# A pencil rule for stretched and squeezed aluminium oxide

The energy of this crystal is very nearly a parabola, not in the bond length $d$ but in $1/d^2$. Two neighbouring rows fix its constants. The other seven energies then follow to within 14 meV per atom, for bonds from 7% shorter to 9% longer than at zero pressure.

Al2O3 (P-6m2, 5 atoms per cell), scaled uniformly with the atoms carried along, not relaxed. Ansatz 0.2.0, r2SCAN, PAW, plane waves to 500 eV, 12x12x4 k mesh, Gaussian smearing 0.05 eV, no spin polarization. Energies are relative to the elements' standard crystals or gases in the same functional; pressure and stress are positive in compression.

```tsv
volume (Å³/atom)	c/a	shortest distance (Å)	energy over elements (eV/atom)	pressure (GPa)	stress xx (GPa)	stress zz (GPa)	largest force (eV/Å)
10.476	3.2370	1.653	-2.699	52.76	61.58	35.12	3.802
11.903	3.2370	1.725	-2.995	17.23	20.16	11.36	1.325
12.279	3.2371	1.743	-3.028	10.73	12.57	7.03	0.833
12.857	3.2370	1.770	-3.051	2.37	2.82	1.48	0.176
13.454	3.2371	1.797	-3.047	-4.52	-5.23	-3.09	0.394
14.068	3.2371	1.824	-3.018	-10.17	-11.84	-6.82	0.887
14.701	3.2370	1.851	-2.969	-14.77	-17.22	-9.85	1.310
15.134	3.2371	1.869	-2.925	-17.33	-20.22	-11.53	1.557
16.948	3.2370	1.941	-2.684	-24.35	-28.47	-16.12	2.314
```

## The rule

Let $d$ be the shortest distance, between aluminium and oxygen, and $d_0$ its value at zero pressure. With $q=(d_0/d)^2$, the energy over elements is

$$E = E_0 + K\,(q-1)^2 .$$

The constant $K$ is an energy per atom that measures how stiff the bonds are. Since all lengths are scaled together, $q$ also equals $(V_0/V)^{2/3}$, where $V$ is the volume per atom and $V_0$ its value at zero pressure. The slope $-dE/dV$ then gives the pressure,

$$p=\tfrac32 B\,q^{5/2}(q-1),\qquad K=\tfrac98 BV_0 ,$$

where $B$ is the bulk modulus of this uniform scaling. This is the Birch-Murnaghan equation in its shortest form.

## Why the well is lopsided

Start with a tiny change of length, $x=(d-d_0)/d_0$. Any smooth well then looks like a spring, here with energy $4Kx^2$. The next term of the rule turns this into $4Kx^2(1-3x)$: squeezing costs more than the spring says, stretching less. The table shows this plainly, for the spring is 73 meV per atom too low at the smallest volume and 92 meV too high at the largest.

Theory explains the sign. In an ionic crystal the attraction between charges changes slowly with distance, while the repulsion between filled shells rises steeply as they overlap. Squeezing brings out the steep part and stretching leaves the gentle one.

If attraction goes as $1/d^m$ and repulsion as $1/d^n$, the factor 3 becomes $(m+n+3)/3$. A neighbouring crystal with harder shells, hence a larger $n$, should therefore have a more lopsided well.

Multiplied out, the rule has powers 2 and 4. Coulomb attraction with a repulsive power of 5 has the same sum and gives the same energies within 1 meV per atom, so the good agreement does not reveal the true force law. A repulsive power of 7, the Born exponent of neon-like ions, makes the well too lopsided: with the same constants it misses the largest volume by 31 meV, against 13 meV for the rule.

## Constants from two rows

The pressure changes sign between the rows 12.857 and 13.454. A straight line between them crosses zero at a fraction $2.37/(2.37+4.52)=0.344$ of the way, so

$$d_0=1.770+0.344\times0.027=1.7793\ \text{Å}.$$

The same step gives $V_0=13.06$ Å³ per atom. The bulk modulus is the mean volume times the pressure drop per volume:

$$B\approx13.16\times\frac{6.89}{0.597}\approx152\ \text{GPa}.$$

With 1 eV/Å³ = 160.2 GPa, $K$ comes to 13.9 eV per atom. The lowest row lies about 1.5 meV above the bottom of the parabola, which puts $E_0$ at −3.053 eV per atom.

The row 12.857 carries a warning about a rough exchange-correlation potential where the density is thin. A smooth curve of the same form through all nine energies passes every row within about 1 meV, so no damage is visible in its energy.

## Two rows worked

Neither of these end rows was used for the constants.

**Squeezed, row 10.476.** Here $q=(1.7793/1.653)^2=1.159$, so

$$E=-3.053+13.9\times0.159^2\approx-2.70\ \text{eV/atom}.$$

The calculation gives −2.699. The pressure formula yields 52.2 GPa against 52.76.

**Stretched, row 16.948.** Here $q=(1.7793/1.941)^2=0.840$, so

$$E=-3.053+13.9\times0.160^2\approx-2.70\ \text{eV/atom}.$$

The calculation gives −2.684. The formula yields a pressure of −23.5 GPa against −24.35; the minus sign means that the cell pulls inward.

## How far to trust it

In the seven test rows the estimated rise above the minimum is off by at most 5.5% of that rise. In the same rows the pressures come within about 1% on the squeezed side, while on the stretched side the tension is 3 to 4% too weak. Most of the energy error stems from the quick constants: refitted to all nine energies, the same formula has a typical error of only 0.6 meV per atom. The printed output after this text lists the misses row by row.

The limit of large distance shows where the form itself must fail. For $d\to\infty$ the rule ends $K$, about 14 eV per atom, above the minimum. Separated neutral atoms lie only roughly 6 eV per atom above an aluminium oxide crystal (a rough recalled value). The rule also puts the greatest tension at 2.1 Å, beyond the last row, and that should not be read as a breaking strength.

## What the pressure means here

This is not corundum but a far more open crystal, and its cell appears to be partly empty. Suppose that it holds a free-standing layer of five atomic planes, O-Al-O-Al-O. The forces on its atoms, with one adjusted height, then reproduce the stress along $c$ (stress zz) within about 0.1 GPa in every row. In the row 13.454 the layer comes out about 4.2 Å thick, followed by a gap of about 5.2 Å. Forces and stress grow nearly in proportion, so with an adjusted height this is a check of consistency, not a proof. The structure is inferred from forces and contacts, not read from listed positions.

If the inference holds, a real press should at first mostly close the gap, while the bonds shorten far less. The pressure in the table is the answer to a different question: how strongly the cell resists when layer and gap shrink in proportion. The modulus of 152 GPa is an average that includes the empty space, so a wider gap would lower it. The energy $K$ per atom belongs to the bonds and would hardly change. For such a crystal the rule is therefore safer in bond lengths than in volumes.

## The open question

The atoms were carried along with the cell and not allowed to settle. At the smallest volume a force of 3.8 eV/Å remains on the outer oxygen atoms of the inferred layer. Letting them move can only lower the energy, so a relaxed layer under the same in-plane strain would follow a flatter curve. Runs with the sides held and the heights free would show how much of the 14 eV per atom survives.

Output of the analysis:

```
shortest distance at zero pressure, Å: 1.779
volume at zero pressure, Å³/atom: 13.06
stiffness B from the two central rows, GPa: 151.8
energy constant K, eV/atom: 13.93
energy at the minimum E0, eV/atom: -3.053
rule and rivals (misses are estimate less table):
     row       q    (q-1)^2  E rule eV  miss meV  p rule GPa  miss GPa  spring miss meV  ionic 7 miss meV  xx/zz
  10.476   1.159    0.02516     -2.702    -3.103        52.2   -0.5555           -72.93             16.29  1.753
  11.903   1.064   0.004087     -2.996   -0.6228          17     -0.23           -5.688            0.6139  1.775
  12.279   1.042    0.00177     -3.028    0.1066       10.62   -0.1088           -1.373            0.4568  1.788
  12.857   1.011  0.0001107     -3.051         0        2.46   0.08977         -0.02403          0.005425  1.905
  13.454  0.9804  0.0003848     -3.047    -0.183      -4.252    0.2684         -0.02153           -0.2179  1.693
  14.068  0.9516   0.002345      -3.02    -1.885      -9.742    0.4284           0.6341            -2.404  1.736
  14.701   0.924   0.005774     -2.972     -3.14       -14.2    0.5675            6.943            -5.127  1.748
  15.134  0.9063   0.008779      -2.93    -5.287      -16.69     0.644            14.07            -8.989  1.754
  16.948  0.8403     0.0255     -2.697    -13.44      -23.54    0.8095            91.58            -31.33  1.766
largest miss in percent of the energy rise, seven test rows: 5.457
largest difference between rule and ionic model with exponent 5, meV/atom: 0.6486
distance at which the rule has its greatest tension, Å (outside the table): 2.105
largest miss of stress zz from forces inside a free layer, GPa: 0.1014
layer thickness between outer O planes at 13.454, Å: 4.154
empty gap between layers at 13.454, Å: 5.183
fit of energy_over_elements on 9 rows: constant 11.27 +/- 0.025, coefficient of vol**(-2/3) -158.7 +/- 0.28, coefficient of vol**(-4/3) 439.6 +/- 0.79; rms 0.000594, worst 11.903 -0.00105, leave-one-out rms 0.00202
fit of energy_over_elements on 9 rows: constant 13.43 +/- 0.22, coefficient of vol**(-1/3) -45.2 +/- 0.6, coefficient of vol**(-7/3) 1088 +/- 14; rms 0.00437, worst 11.903 -0.00632, leave-one-out rms 0.016
```
